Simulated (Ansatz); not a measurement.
## A series in volume scale on Bi

Plane-wave DFT, scalar-relativistic PAW made under PBE with cores redone for the functional, no dispersion; the given relaxed cell is scaled uniformly, energy at zero smearing counts from the unscaled cell, pressure at the given Fermi-Dirac smearing is positive in compression. The results are calculated, by Ansatz 0.2.0.

The cell before it is scaled or strained (space group P6/mmm, No. 191):
```
CELL_PARAMETERS angstrom
5.70660 0.00000 0.00000
-2.85330 4.94200 0.00000
0.00000 0.00000 3.35370
ATOMIC_POSITIONS crystal
Bi 0.00000 0.00000 0.00000
Bi 0.33333 0.66667 0.50000
Bi 0.66667 0.33333 0.50000
```

Settings of every row: spin polarised no; functional r2SCAN; wave cutoff 500 eV; smearing width 0.1 eV; k mesh 7x7x11.

Atom starting moment: 0 on all atoms.

Limits: no spin-orbit coupling, which can matter with elements this heavy; the cell comes from a prototype or a list of computed structures and needn't be the stable phase.

| row | volume scale | V (Å³/atom) | energy change per atom (meV) | pressure (GPa) |
| --- | --- | --- | --- | --- |
| 1 | 0.88 | 27.744 | 98.27 | 9.34 |
| 2 | 0.92 | 29.005 | ? | ? |
| 3 | 0.96 | 30.266 | 9.96 | 2.55 |
| 4 | 1.04 | 32.788 | 6.83 | -1.78 |
| 5 | 1.08 | 34.049 | 27.25 | -3.33 |
| 6 | 1.12 | 35.31 | 58.69 | -4.58 |

Question: what energy change per atom and pressure should row 2 give?

Worked fit of energy change per atom. Take u = (V_r/V)^(2/3) − 1 with V_r = 32.788 Å³ an atom, which is twice the finite (Eulerian) strain; such expansions in the strain, on which the Birch-Murnaghan equation of state is built, carry the rest volume and the bulk modulus. The shown rows have u = 0.1178, 0.05481, 0, -0.02484, -0.0482. Least squares give energy change per atom = 6.52 − 546.19 × u + 11239.78 × u² meV; a straight line predicts inner rows, each left out in turn, worse (root mean square 37 against 0.65 meV). The rows lie off it by 0.12, -0.39, 0.31, 0.23, -0.27 (root mean square 0.28 meV). The withheld row has u = 0.08516, so the fit gives 6.52 − 546.19 × (0.08516) + 11239.78 × (0.08516)² = 41.52 meV.

The calculation gave 40.9 meV. The fit lies 0.62 meV (1.5 % of the value, 0.68 % of the column's range) above it; its largest miss of a shown row is 0.39 meV.

Worked fit of pressure. Take u = (V_r/V)^(2/3) − 1 with V_r = 32.788 Å³ an atom, which is twice the finite (Eulerian) strain; such expansions in the strain, on which the Birch-Murnaghan equation of state is built, carry the rest volume and the bulk modulus. The shown rows have u = 0.1178, 0.05481, 0, -0.02484, -0.0482. Least squares give pressure = −1.81 + 67.826 × u + 226.86 × u² GPa; a straight line predicts inner rows, each left out in turn, worse (root mean square 0.77 against 0.065 GPa). The rows lie off it by 0.01, -0.04, 0.03, 0.02, -0.03. The pressure vanishes at u = 0.0247, or V = 31.61 Å³ an atom, and there the bulk modulus at fixed shape and fractions is B = −V dP/dV = (2/3)(1 + u) dP/du = 54 GPa. Letting shape and atoms relax would as a rule lower it, by much in layered, chain or molecular crystals. The withheld row has u = 0.08516, so the fit gives −1.81 + 67.826 × (0.08516) + 226.86 × (0.08516)² = 5.61 GPa.

The calculation gave 5.55 GPa. The fit lies 0.06 GPa (1.1 % of the value, 0.43 % of the column's range) above it; its largest miss of a shown row is 0.04 GPa.
